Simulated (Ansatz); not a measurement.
## ScGePd: the change of energy above lowest point with volume scale

All results are calculated (Ansatz 0.2.0). Free energy against uniform scaling of the volume at fixed shape and fractions; periodic cell, basis, potentials, k mesh and filling as listed.

The cell before it is scaled or strained (space group P-62m, No. 189):
```
CELL_PARAMETERS angstrom
6.72890 0.00000 0.00000
-3.36440 5.82740 0.00000
0.00000 0.00000 3.93790
ATOMIC_POSITIONS crystal
Sc 0.00000 0.57662 0.00000
Sc 0.42338 0.42338 0.00000
Sc 0.57662 0.00000 0.00000
Ge 0.33333 0.66667 0.50000
Ge 0.66667 0.33333 0.50000
Ge 0.00000 0.00000 0.00000
Pd 0.00000 0.24877 0.50000
Pd 0.75123 0.75123 0.50000
Pd 0.24877 0.00000 0.50000
```

Settings of every row: functional PBEsol; dispersion none; potentials PAW; wave cutoff 470 eV; density cutoff 1880 eV; k mesh 5x5x7; k shift 0x0x0; occupations fermi dirac; smearing width 0.05 eV; spin none.

Limits: coarse k mesh, up to 40 meV an atom off; the cell comes from a prototype or a list of computed structures and needn't be the stable phase.

| row | volume scale | V (Å³/atom) | energy above lowest point (meV/atom) |
| --- | --- | --- | --- |
| 1 | 0.92 | 15.784 | 23.4 |
| 2 | 0.9467 | 16.243 | 5.5 |
| 3 | 0.9733 | 16.699 | 0 |
| 4 | 1 | 17.157 | 5.1 |
| 5 | 1.0267 | 17.615 | 19.2 |
| 6 | 1.0533 | 18.071 | ? |
| 7 | 1.08 | 18.53 | 69.8 |

Question: what energy above lowest point should row 6 give?

Worked fit of energy above lowest point. Take u = (V_r/V)^(2/3) − 1 with V_r = 16.928 Å³ an atom, which is twice the finite (Eulerian) strain; such expansions in the strain, on which the Birch-Murnaghan equation of state is built, carry the rest volume and the bulk modulus. The shown rows have u = 0.04775, 0.02792, 0.00912, -0.00892, -0.02617, -0.0585. Least squares give energy above lowest point = 1.31 − 283.8 × u + 15418 × u² + 4408 × u³ meV/atom; a parabola predicts inner rows, each left out in turn, worse (root mean square 0.21 against 0.042 meV/atom). All shown rows lie on it to the printed digit. Its lowest point lies at u = 0.0092, or V = 16.7 Å³ an atom, and the curvature there gives the bulk modulus at fixed shape and fractions, B = (4/9)(1 + u)² E″(u)/V = 135 GPa. Letting shape and atoms relax would as a rule lower it, by much in layered, chain or molecular crystals. The withheld row has u = -0.04262, so the fit gives 1.31 − 283.8 × (-0.04262) + 15418 × (-0.04262)² + 4408 × (-0.04262)³ = 41.1 meV/atom.

The calculation gave 41.2 meV/atom. The fit lies 0.1 meV/atom (0.14 % of the column's range) below it, one unit of the last digit.
